**Shell filling, exchange and charging in spherical jellium clusters**

The table holds energies per electron, unpaired electrons, vertical ionisation energies and second energy differences of spin-polarised PBEsol jellium clusters with 1 to 34 electrons at $r_s=5.93$ bohr. The program compares the moments with Hund filling, measures the peaks of the second difference above their neighbours, reads an exchange constant $J$ from the counting $-JM^2/4$, and evaluates the parameter-free charging energy $e^2/2R$. Only $N=27$ departs from Hund filling, and three estimates put that state about 0.24 eV too high, which accounts for the peaks at 26 and 28. The peak at $N=8$ (0.733 eV above its neighbours) matches the 1p–1d gap of that run (0.731 eV), and $JN$ lies between 0.93 and 1.06 eV for three shells. The charging estimate is 11% above the computed difference between ionisation energy and minus the highest eigenvalue at $N=8$.

Spherical jellium clusters of $N$ electrons (radks radial solver (version 2) with Libxc, spin-polarised PBEsol, m-averaged shells) in a uniform background of charge $N$ and radius $r_sN^{1/3}$, $r_s=5.93$ bohr. Levels are numbered by radial order for each $l$; the greedy filling can miss a lower state. Ionisation is at fixed background; second differences $E(N+1)+E(N-1)-2E(N)$ are for neutral clusters.

## The fit in Python

```python
# Table: spin-polarised spherical jellium clusters (radks radial solver, PBEsol, rs = 5.93 bohr):
# energy per electron, unpaired electrons, vertical ionisation energy IP, second difference D (eV).
# Tested: Hund filling, shell and half-shell peaks, -J M^2/4 counting, the state of N = 27, charging e^2/2R.
T = {
    'electrons': [1, 2, 3, 4, 5, 6, 7, 8, 9, 10, 11, 12, 13, 14, 15, 16, 17, 18, 20, 21, 22, 23, 24, 25, 26, 27, 28, 29, 30, 32, 33, 34],
    'energy_per_electron': [-1.405, -1.5873, -1.489, -1.5417, -1.6211, -1.6219, -1.6589, -1.7063, -1.6793, -1.674, -1.6812, -1.6958, -1.7148, -1.71, -1.7138, -1.723, -1.7356, -1.7505, -1.7548, -1.7491, -1.747, -1.7477, -1.7507, -1.7554, -1.7614, -1.7598, -1.767, -1.7675, -1.7696, -1.7773, -1.7826, -1.7885],  # eV
    'unpaired_electrons': [1, 0, 1, 2, 3, 2, 1, 0, 1, 2, 3, 4, 5, 4, 3, 2, 1, 0, 0, 1, 2, 3, 4, 5, 6, 5, 6, 5, 4, 2, 1, 0],
    'highest_level': ['1s up', '1s up', '1p up', '1p up', '1p up', '1p down', '1p down', '1p up', '1d up', '1d up', '1d up', '1d up', '1d up', '1d down', '1d down', '1d down', '1d down', '1d up', '2s up', '1f up', '1f up', '1f up', '1f up', '1f up', '1f up', '1f down', '1f down', '1f down', '1f down', '1f down', '1f down', '1f up'],
    'ionisation_energy': [None, 3.79686, 3.06135, 3.35107, 3.48421, 3.08553, 3.2833, 3.38907, 2.77001, 2.90417, 3.00284, 3.07834, None, None, None, 2.99424, 3.05455, 3.10353, None, 2.71281, 2.76828, 2.81644, 2.85866, 2.89599, 2.92921, 2.72286, 2.71948, None, 2.80717, 2.87596, 2.90519, 2.9317],  # eV
    'second_energy_difference': [None, 0.47716, -0.40697, -0.23946, 0.31302, -0.25476, -0.15721, 0.57381, -0.1616, -0.12736, -0.10366, -0.086143, 0.29488, -0.1185, -0.094161, -0.077506, -0.065487, None, None, -0.068634, -0.061046, -0.054775, -0.04945, -0.044941, 0.19506, -0.24354, 0.18119, -0.049038, None, None, -0.033818, None],  # eV
}
from scipy.constants import physical_constants as pc
Ha = pc['Hartree energy in eV'][0]
rs = 5.93  # bohr, setting of the runs
N = [int(x) for x in T['electrons']]
col = lambda k: {n: v for n, v in zip(N, T[k]) if v is not None}
e, M, IP, D = map(col, ['energy_per_electron', 'unpaired_electrons', 'ionisation_energy', 'second_energy_difference'])
E = {n: n * e[n] for n in N}
lev = {'1p': -2.35305, '1d': -1.62173, '2s': -1.19688, '1f': -0.785035}  # eV, further output of the N = 8 run
hund, n0 = {}, 0
for g in (1, 3, 5, 1, 7):  # orbitals in 1s 1p 1d 2s 1f
    for k in range(1, 2 * g + 1):
        hund[n0 + k] = min(k, 2 * g - k)
    n0 += 2 * g
off = [n for n in N if M[n] != hund[n]]
print('Rows off Hund filling (N, printed, Hund):', [(n, int(M[n]), hund[n]) for n in off], 'of', len(N), 'rows')
dev = {n: abs(E[n+1] + E[n-1] - 2 * E[n] - D[n]) for n in D}
w = max(dev, key=dev.get)
print(f'D rebuilt from energies: worst deviation {dev[w]:.4f} eV at N={w}; rounding allows {4*w*5e-5:.4f} eV')
print('Local minima of energy per electron among printed rows: N =',
      [b for a, b, c in zip(N, N[1:], N[2:]) if e[b] < e[a] and e[b] < e[c]])
print(f'Energy per electron change (eV): 1->8 {e[8]-e[1]:.4f}, 8->34 {e[34]-e[8]:.4f}, 5->6 {e[6]-e[5]:.4f}')
pos = [n for n in D if D[n] > 0]
print('Positive D at N =', pos)
for a, b in ((3, 7), (9, 17), (21, 33)):
    print(' N*D inside half-shells (eV):', ' '.join(f'{n}:{n*D[n]:.2f}' for n in D if a <= n <= b and D[n] < 0 and n != 27))
print('IP drops (eV):', ', '.join(f'{a}->{b} {IP[b]-IP[a]:.3f}' for a, b in ((2, 3), (5, 6), (8, 9), (18, 21), (26, 27), (27, 28))))
print('IP rise per electron (eV):', ', '.join(f'{a}-{b} {(IP[b]-IP[a])/(b-a):.3f}' for a, b in ((3, 5), (6, 8), (9, 12), (16, 18), (21, 26), (28, 34))))
nb = lambda n: (D[n-1] + D[n+1]) / 2
gap = lev['1d'] - lev['1p']
print(f'N=8: D minus mean of neighbours {D[8]-nb(8):.3f} eV; 1p-1d gap {gap:.3f} eV')
print(f"N=8 empty levels: 1d-2s gap {lev['2s']-lev['1d']:.3f} eV, 2s-1f gap {lev['1f']-lev['2s']:.3f} eV")
print(f'E(N-1)-E(N) (eV): 8 {E[7]-E[8]:.3f}, 9 {E[8]-E[9]:.3f}, 18 {E[17]-E[18]:.3f}, mean 19-20 {(E[18]-E[20])/2:.3f}, 21 {E[20]-E[21]:.3f}')
print(f'D(18)+D(19)+D(20) = {E[21]-E[20]-E[18]+E[17]:.3f} eV (rounding {5e-5*(17+18+20+21):.3f}); D(8) = {D[8]:.3f} eV')
J = {n: (D[n] - nb(n)) / M[n] for n in (5, 13)}
J[27] = (nb(27) - D[27]) / 11  # printed moments 5,6,5,6,5 at N = 25..29
print('Exchange constant J from E = -J M^2/4:')
for n in J:
    how = f'peak above neighbours {J[n]*M[n]:.3f} = {int(M[n])}J' if n != 27 else f'neighbours above dip {11*J[n]:.3f} = 11J'
    print(f' N={n}: {how}; J {J[n]:.4f} eV; J*N {J[n]*n:.2f} eV')
for n, bg in ((5, nb(5)), (13, nb(13)), (27, D[25])):
    print(f' near N={n}: in-shell D {bg:.3f} eV, exchange part -J/2 {-J[n]/2:.3f} ({100*(-J[n]/2)/bg:.0f}%), rest {bg+J[n]/2:.3f}')
d26 = 2 * D[25] - D[24]
ip27 = IP[26] + 2 * (IP[26] - IP[25]) - (IP[25] - IP[24])
x = (D[26] - d26, ip27 - IP[27], 6 * J[27])
print('Estimated excess energy of the printed N=27 state (not a run):')
print(f' continuing D to 26 ({d26:.4f} eV): {x[0]:.3f} eV')
print(f' continuing IP to 27 ({ip27:.3f} eV): {x[1]:.3f} eV')
print(f' spin flip from M=7 to 5, 6J: {x[2]:.3f} eV')
c27 = D[27] + 2 * x[0]
print(f' corrected D (eV): 26 {d26:.3f}, 27 {c27:.3f}, 28 {D[28]-x[0]:.3f}; printed D(29) {D[29]:.3f}')
print(f' corrected energy per electron at 27: {e[27]-x[0]/27:.4f} eV; corrected IP drop 27->28 {IP[28]-ip27:.3f} eV')
ch = lambda n: Ha / (2 * rs * n ** (1 / 3))
k8 = IP[8] + lev['1p']
print(f'N=8: IP + eigenvalue(1p) {k8:.3f} eV; e^2/2R {ch(8):.3f} eV; estimate high by {100*(ch(8)/k8-1):.0f}%')
print('N, R (bohr), e^2/2R (eV), IP - e^2/2R (eV):')
for n in (2, 3, 8, 9, 18, 21, 34):
    print(f' {n:2d} {rs*n**(1/3):6.2f} {ch(n):.3f} {IP[n]-ch(n):.3f}')
assert off == [27]
assert pos == [2, 5, 8, 13, 26, 28]
assert max(x) - min(x) < 0.02 and c27 > 0
assert abs(D[8] - nb(8) - gap) < 0.05 and J[5] > J[13] > J[27] > 0
```

Output:

```
Rows off Hund filling (N, printed, Hund): [(27, 5, 7)] of 32 rows
D rebuilt from energies: worst deviation 0.0028 eV at N=33; rounding allows 0.0066 eV
Local minima of energy per electron among printed rows: N = [2, 8, 13, 20, 26]
Energy per electron change (eV): 1->8 -0.3013, 8->34 -0.0822, 5->6 -0.0008
Positive D at N = [2, 5, 8, 13, 26, 28]
 N*D inside half-shells (eV): 3:-1.22 4:-0.96 6:-1.53 7:-1.10
 N*D inside half-shells (eV): 9:-1.45 10:-1.27 11:-1.14 12:-1.03 14:-1.66 15:-1.41 16:-1.24 17:-1.11
 N*D inside half-shells (eV): 21:-1.44 22:-1.34 23:-1.26 24:-1.19 25:-1.12 29:-1.42 33:-1.12
IP drops (eV): 2->3 -0.736, 5->6 -0.399, 8->9 -0.619, 18->21 -0.391, 26->27 -0.206, 27->28 -0.003
IP rise per electron (eV): 3-5 0.211, 6-8 0.152, 9-12 0.103, 16-18 0.055, 21-26 0.043, 28-34 0.035
N=8: D minus mean of neighbours 0.733 eV; 1p-1d gap 0.731 eV
N=8 empty levels: 1d-2s gap 0.425 eV, 2s-1f gap 0.412 eV
E(N-1)-E(N) (eV): 8 2.038, 9 1.463, 18 2.004, mean 19-20 1.793, 21 1.635
D(18)+D(19)+D(20) = 0.369 eV (rounding 0.004); D(8) = 0.574 eV
Exchange constant J from E = -J M^2/4:
 N=5: peak above neighbours 0.560 = 3J; J 0.1867 eV; J*N 0.93 eV
 N=13: peak above neighbours 0.397 = 5J; J 0.0794 eV; J*N 1.03 eV
 N=27: neighbours above dip 0.432 = 11J; J 0.0392 eV; J*N 1.06 eV
 near N=5: in-shell D -0.247 eV, exchange part -J/2 -0.093 (38%), rest -0.154
 near N=13: in-shell D -0.102 eV, exchange part -J/2 -0.040 (39%), rest -0.063
 near N=27: in-shell D -0.045 eV, exchange part -J/2 -0.020 (44%), rest -0.025
Estimated excess energy of the printed N=27 state (not a run):
 continuing D to 26 (-0.0404 eV): 0.235 eV
 continuing IP to 27 (2.958 eV): 0.235 eV
 spin flip from M=7 to 5, 6J: 0.235 eV
 corrected D (eV): 26 -0.040, 27 0.227, 28 -0.054; printed D(29) -0.049
 corrected energy per electron at 27: -1.7685 eV; corrected IP drop 27->28 -0.239 eV
N=8: IP + eigenvalue(1p) 1.036 eV; e^2/2R 1.147 eV; estimate high by 11%
N, R (bohr), e^2/2R (eV), IP - e^2/2R (eV):
  2   7.47 1.821 1.976
  3   8.55 1.591 1.471
  8  11.86 1.147 2.242
  9  12.33 1.103 1.667
 18  15.54 0.875 2.228
 21  16.36 0.832 1.881
 34  19.21 0.708 2.223
```
